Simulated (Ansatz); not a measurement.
A series in volume scale on Al

Results calculated with Ansatz 0.2.0, not measured. Free energy against uniform scaling of the volume at fixed shape and fractions; periodic cell, basis, potentials, k mesh and filling as listed.

The cell before it is scaled or strained (space group P6_3/mmc, No. 194):
```
Al
1.0
      2.8271     0.0000     0.0000
     -1.4135     2.4483     0.0000
      0.0000     0.0000     9.1860
Al
4
Direct
  0.00000 0.00000 0.00000
  0.33333 0.66667 0.25000
  0.00000 0.00000 0.50000
  0.66667 0.33333 0.75000
```

Settings of every row: functional LDA; dispersion none; potentials PAW; wave cutoff 450 eV; density cutoff 1800 eV; k mesh 9x9x3; k shift 0x0x0; occupations fermi dirac; smearing width 0.15 eV; spin none.

Limits: coarse k mesh, up to 40 meV an atom off; the cell comes from a prototype or a list of computed structures and needn't be the stable phase.

```csv
row,volume scale,V (Å³/atom),energy above lowest point (meV/atom)
1,0.88,13.988,71.2
2,0.92,14.624,?
3,0.96,15.26,6
4,1,15.895,0
5,1.04,16.531,7
6,1.08,17.167,24.5
7,1.12,17.803,50.1
```

Question: what energy above lowest point should row 2 give?

Worked fit of energy above lowest point. Take u = (V_r/V)^(2/3) − 1 with V_r = 16.213 Å³ an atom, which is twice the finite (Eulerian) strain; such expansions in the strain, on which the Birch-Murnaghan equation of state is built, carry the rest volume and the bulk modulus. The shown rows have u = 0.10341, 0.04121, 0.01329, -0.01287, -0.0374, -0.06046. Least squares give energy above lowest point = 2.08 − 272.93 × u + 8804.2 × u² + 2895 × u³ meV/atom; a parabola predicts inner rows, each left out in turn, worse (root mean square 0.46 against 0.074 meV/atom). All shown rows lie on it to the printed digit. Its lowest point lies at u = 0.0154, or V = 15.85 Å³ an atom, and the curvature there gives the bulk modulus at fixed shape and fractions, B = (4/9)(1 + u)² E″(u)/V = 82.8 GPa. Letting shape and atoms relax would as a rule lower it, by much in layered, chain or molecular crystals. The withheld row has u = 0.07119, so the fit gives 2.08 − 272.93 × (0.07119) + 8804.2 × (0.07119)² + 2895 × (0.07119)³ = 28.3 meV/atom.

The calculation gave 28.4 meV/atom. The fit lies 0.1 meV/atom (0.14 % of the column's range) below it, one unit of the last digit.
